**Question.** The Byers–Yang theorem gives the flux period $h/e$, while superconducting rings show $\Phi_0=h/2e$. Take a clean Al ring at $T=0$ with specular walls, $R=200$ nm ($L=2\pi R=1.257\ \mu$m), section $S=100$ nm², and all flux $\Phi$ inside the hole. Typical bulk inputs are $\lambda_L=16$ nm, $\xi_0=\hbar v_F/\pi\Delta=1.6\ \mu$m and $\Delta=0.18$ meV, and the Fermi surface is assumed isotropic. How deep are the wells of $F(\Phi)$, and how much do even and odd wells differ?

**Answer.**

**1. The theorem (Byers and Yang, 1961).** For charge $-e$ write $\psi=\exp[-\frac{ie}{\hbar}\sum_j\int\mathbf A\cdot d\mathbf l_j]\,\chi$. This removes $\mathbf A$ from the Hamiltonian, interactions included. Since $\psi$ is single-valued, $\chi$ gains $e^{2\pi i\varphi}$, with $\varphi=\Phi/(h/e)$, when one electron circles the hole. All levels and $F$ therefore have period $h/e$. Time reversal makes $F$ even, and $I=-dF/d\Phi$. Nothing forces wells at odd multiples of $\Phi_0$ to match those at even ones.

**2. London wells.** Rigid flow with winding number $q$ costs
$$F=\frac{(\Phi-q\Phi_0)^2}{2L_k},\qquad L_k=\frac{\mu_0\lambda_L^2L}{S}=4.04\ \text{pH}.$$
Here $\Phi$ is the total flux. Against applied flux, add the geometric inductance $\mu_0R[\ln(8R/a)-7/4]\approx0.98$ pH, with $a=\sqrt{S/\pi}$.

Neighbouring parabolas would cross at $\Phi_0^2/8L_k=0.83$ eV, but they end earlier. The Doppler shift $\eta=\hbar v_F|\varphi-q/2|/R$ reaches $\Delta$ at
$$|\Phi-q\Phi_0|=\frac{2R}{\pi\xi_0}\Phi_0=0.080\,\Phi_0,$$
where $|I|=41\ \mu$A and $F=21$ meV. With $u=|\cos\theta|$ on the Fermi surface, the linearised gap equation $\int_0^1\ln(2\eta u/\Delta)\,du=0$ gives $\eta=1.36\,\Delta$. The ring is normal beyond $0.108\,\Phi_0$. The well depth is the condensation energy $E_c=N_0\Delta^2LS/2$. With $\lambda_L^{-2}=\frac23\mu_0e^2N_0v_F^2$ ($N_0$ per spin),
$$E_c=\frac{3\hbar^2LS}{4\pi^2\mu_0e^2\lambda_L^2\xi_0^2}=31\ \text{meV}.$$

**3. Even against odd wells.** At $\varphi=q/2$ the kinetic angular momenta are $\kappa=k+q/2$, integer or half-integer, and $\kappa\uparrow$ pairs with $-\kappa\downarrow$. A transverse channel with velocity $v$ and Fermi wave number $k_\parallel$ contributes $\sum_\kappa(\xi_\kappa-E_\kappa)$, with $E=\sqrt{\xi^2+\Delta^2}$ and $\xi=\hbar v(|\kappa|/R-k_\parallel)$. Because $\Omega$ is stationary in $\Delta$, shifts of the gap enter only at second order. Apply Poisson summation at both Fermi points with $\int E\,e^{i\xi t}d\xi=-2\Delta K_1(\Delta|t|)/|t|$ for $t\ne0$:
$$\delta\Omega_q=\frac{4\Delta}{\pi}\sum_{p\ge1}\frac{(-1)^{pq}}{p}K_1(px)\cos(pk_\parallel L),\qquad x=\frac{L\Delta}{\hbar v}.$$
Only odd $p$ survive in $\Omega_0-\Omega_1$, with prefactor $8\Delta/\pi$. For $x\gg1$ this dies as $e^{-x}$ and the $h/2e$ period is recovered. Here $x=x_0/u$ with $u=v/v_F$ and $x_0=2R/\xi_0=0.25$.

The inputs fix the channel count. First $v_F=\pi\Delta\xi_0/\hbar=1.37\times10^6$ m/s. Then $N_0=k_F^2/2\pi^2\hbar v_F$ gives $k_F=16.6$ nm⁻¹, and $M=k_F^2S/4\pi=2.2\times10^3$. Channels fill the transverse disc uniformly, which gives the weight $2u\,du$. Assume independent random phases $k_\parallel L$ and keep $p=1$ (higher harmonics add under 1 %):
$$\langle K_1^2\rangle=\int_0^12u\,K_1^2(x_0/u)\,du=6.5,$$
$$|\Omega_0-\Omega_1|_{\rm rms}=\frac{8\Delta}{\pi}\sqrt{\frac{M\langle K_1^2\rangle}{2}}=39\ \text{meV}.$$
Fixing $N$ instead of $\mu$ changes this by roughly $M$ mean level spacings, $M/2N_0LS\approx0.6$ meV.

**4. Reading the result.** In the model the splitting is $1.2\,E_c$, with a sign that depends on the sample. Replacing $K_1(x)$ by $1/x$ gives the normal-state value, 43 meV, so pairing hardly suppresses it. $F(\Phi)$ is an $h/e$ background carrying narrow wells every $h/2e$. The splitting grows as $\sqrt S$ and $E_c$ as $S$, so thicker rings also tend to $h/2e$.

These numbers are the ballistic model's. Evaporated Al of this thickness typically has a mean free path $\ell\approx10$ nm. Then $L_k$ is larger by roughly $\xi_0/\ell=160$, and the $h/e$ scale is at most of order the Thouless energy $\hbar v_F\ell/3L^2=1.9\ \mu$eV. For such rings the model overestimates the splitting by four orders of magnitude or more.